Trifluorosilane, HSiF₃, is placed with two water molecules, and a search finds six arrangements in which the forces vanish. In each of them a water oxygen, O5 or O6, sits close to silicon without a regular bond to it. Such an attraction between an electron-rich atom and silicon is called a tetrel bond, and the column "distance" gives its Si–O length, or the shorter of the two where both waters are held in this way. The column "contacts" counts the close approaches between the three molecules that the search recognised, hydrogen bonds included. One contact can join only two molecules, so in minimum 5 the third has no counted contact, though it may still be weakly attracted. Energies are tight-binding energies above the lowest minimum.

Minima of HSiF₃ with two water molecules in the gas phase, calculated with GFN2-xTB in tblite 0.8.0 by relaxing six starts with random contacts. The second atom and the distance belong to the tetrel bond from silicon (Si2) to a water oxygen.

```tsv
number	energy above the lowest minimum (kcal/mol)	second atom	distance (Å)	contacts
1	0.000	O6	2.390	2
2	0.200	O6	2.390	2
3	4.030	O6	2.650	2
4	5.700	O6	2.490	3
5	5.890	O6	2.540	1
6	6.280	O5	2.500	2
```

**(a) Two simple rules suggest themselves: more contacts mean a lower energy, and a shorter Si–O distance means a lower energy. Test both on the table.**

*Solution.* If every contact were worth about the same, minimum 4 with its three contacts would be the most stable, and minimum 5 with its single contact the least. In fact these two lie only 0.19 kcal/mol apart, both well above the bottom. The four minima with two contacts should lie level, yet they include the lowest and the highest of the six and so span the full 6.28 kcal/mol. The count therefore says almost nothing about the energy.

The distance seems to do better at first. Minima 1 and 2 are the lowest and share the shortest contact, 2.39 Å. Above them comes a gap of 3.83 kcal/mol, wider than the spread of the remaining four. Among those four the rule finds no support: minimum 3 has the longest contact of all and is the lowest of the group.

The distance thus separates a low pair from a high group, but it doesn't order the high group. What needs explaining is why the pair is special, and why a short contact or an additional one brings so little elsewhere. No model was fitted here; the output printed after the text holds the differences and rank correlations behind these statements.

**(b) In minimum 1 the water at silicon also gives a hydrogen bond to the second water. Explain how this can favour the arrangement. Then explain how minimum 4 can lie above minimum 3, although it has the shorter Si–O distance and one contact more.**

*Solution.* Start with silicon. Three fluorine atoms pull electrons away from it and leave it positive. The empty antibonding orbital of an Si–F bond has a large lobe on silicon, on the side facing away from the fluorine. A lone pair of water is attracted to this region and can give some electron density to the empty orbital. The calculation shows the expected direction: in minimum 1 the oxygen lies nearly in line with an Si–F bond, on the side of silicon away from that fluorine.

Now add the second water. When the first water donates a hydrogen bond, its own oxygen becomes richer in electrons and hence a better donor towards silicon. The reverse holds too: a water that has given electron density to silicon has more positive hydrogens and forms a stronger hydrogen bond. The two contacts run through the same molecule, which takes up density at one end and passes it on at the other, so each strengthens the other. This is called cooperation.

The hydrogen bond in minimum 1 is 1.74 Å long, against roughly 2 Å in a free pair of waters (a rough, recalled figure, not computed with this method). That fits cooperation but doesn't prove it; a proof would compare the Si–O contact with and without the second water. The calculated binding of minimum 1, 16.9 kcal/mol relative to three separate relaxed molecules, is no such proof either. It contains the tetrel bond, the hydrogen bond, their cooperation and the cost of deforming the molecules, all in one number. Tight-binding values for such binding energies can also be far off, above all where an atom takes on more neighbours than usual.

Minimum 2 has the same Si–O distance and the same number of contacts as minimum 1. It may be the same chain with a free hydrogen of one water turned to another side, which could change the energy very little. This is a guess from the likeness of the two rows.

For minima 3 and 4 it helps to write the energy as a sum:

energy ≈ tetrel bonds + hydrogen bonds + cooperation + deformation

The first two terms lower the energy, and deformation raises it. Cooperation lowers it in a chain like that of minimum 1, but two waters that both give electron density to the same silicon can weaken each other's bond. The Si–O distance in the table reports on one tetrel bond only, and even there it is a poor gauge. As oxygen approaches, silicon is on its way from four neighbours to five, and the atoms already bound to it must bend aside. Part of what the closer contact gains is paid back as deformation. The contact can therefore be soft, so that its length changes considerably while the total energy changes little. The table doesn't give the deformation energies that would test this.

In minimum 4 distance and energy disagree. Its Si–O distance is 0.16 Å shorter than in minimum 3, yet its energy is 1.67 kcal/mol higher. The likely reason lies in what the table leaves out. The contacts listed in the run show that minimum 3 holds both waters at silicon, by two tetrel bonds of about 2.65 Å each, and has no hydrogen bond. Minimum 4 has a single tetrel bond. Two longer tetrel bonds can together lower the energy more than one shorter bond, so the first term of the sum can itself favour minimum 3.

The other two contacts of minimum 4 are weak hydrogen bonds from water to fluorine, which add to the count but probably little to the binding. A hydrogen bond is strong when it is nearly straight and ends on an atom that offers its lone pair readily. Water oxygen does so; fluorine bound to silicon holds its electrons tightly and is a weak acceptor. Minimum 5 fits this: it has only its tetrel bond, yet lies just 0.19 kcal/mol above minimum 4. Neither minimum 3 nor minimum 4 has the hydrogen bond between the waters that can strengthen the tetrel bond in minimum 1, which fits their place above the low pair.

The contacts of minima 1, 3 and 4 are thus known, but not what each is worth in energy. That two tetrel bonds outweigh one tetrel bond with two weak hydrogen bonds is therefore a likely reason for the order, not a proven one. Minimum 6 fits less well: it has a shorter Si–O distance and one contact more than minimum 5, yet lies 0.39 kcal/mol higher. To test the explanation, one would compute the terms of the sum separately for each minimum.

**(c) Which of the energy differences matter at room temperature, and how far can they be trusted? What do such contacts mean where fluorosilanes occur in making electronic devices?**

*Solution.* Compare the differences with the thermal energy kT, where k is Boltzmann's constant and T the temperature. At 298 K it is 0.59 kcal/mol. If the minima differ only in the energies of the table, the population of minimum 2 relative to minimum 1 is

exp(−0.20/0.59) = exp(−0.34) ≈ 0.7

Neither arrangement would then be rare beside the other. Whether such clusters hold together at all at this temperature is a separate question, since entropy favours the separate molecules. For minimum 3 the same step gives exp(−4.03/0.59), about one in a thousand.

This estimate leaves out vibrations, which can favour a looser cluster, and it takes the energies at face value. The second point weighs more. Tight binding can be far off when silicon takes on an extra neighbour, which is just what happens here. An error of 2 kcal/mol in a difference would change a population ratio by a factor of exp(2/0.59), about thirty.

The differences thus deserve unequal trust. The order of minima 1 and 2 is undecided, and so is that of minima 4, 5 and 6, which lie within 0.6 kcal/mol of one another. The step from minimum 3 to minimum 4 is itself small for this method, and since silicon has two extra neighbours in the first and one in the second, the errors need not cancel. The explanation in (b) therefore tells how such an inversion can arise, not that a better calculation would keep it. The gap above the low pair is the clearest feature of the table, but an error of a few kcal/mol, which is possible here, could close even that. So could minima not yet found: six random starts led to six different minima, so the search is hardly complete, and another may lie in the gap or below minimum 1.

Fluorosilanes form when silicon is etched with fluorine-containing gases, and they react with moisture. A water held near silicon, with a second water ready to accept one of its hydrogens, is a plausible arrangement before such a reaction. In minimum 1 no original bond has broken, so it describes how the molecules gather; the same is assumed for the other five. Whether and how fast they react depends on a barrier, which is a different calculation. Nor can a small cluster in the gas phase stand for the extended surface of a silicon wafer.

The analysis program printed:

```
Binding of minimum 1 against three separate relaxed molecules (kcal/mol): -16.94
Energy steps between neighbouring minima:
  row  energy above lowest (kcal/mol)  step from the minimum before (kcal/mol)  Si-O distance less that of minimum 1 (angstrom)
    1                               0                                      n/a                                                0
    2                             0.2                                      0.2                                                0
    3                            4.03                                     3.83                                             0.26
    4                             5.7                                     1.67                                              0.1
    5                            5.89                                     0.19                                             0.15
    6                            6.28                                     0.39                                             0.11
Gap between minimum 2 and minimum 3 (kcal/mol): 3.83
Energy spread of the upper four minima (kcal/mol): 2.25
Number of minima with two contacts: 4
Energy spread of the minima with two contacts (kcal/mol): 6.28
Minimum 4 less minimum 3 in energy (kcal/mol): 1.67
Minimum 4 less minimum 3 in Si-O distance (angstrom): -0.16
Minimum 5 with one contact less minimum 4 with three in energy (kcal/mol): 0.19
Rank correlation of energy and Si-O distance over all six minima: 0.6
Rank correlation of energy and Si-O distance in the upper four minima: -0.4
Shortest Si-O contact less a rough Si-O single bond (angstrom): 0.79
Rough van der Waals sum less the longest Si-O contact (angstrom): 0.95
Hydrogen bond between the waters in minimum 1 (angstrom): 1.744
Thermal energy kT at 298 K (kcal/mol): 0.5922
Splitting of minima 1 and 2 in units of kT at 298 K: 0.3377
```
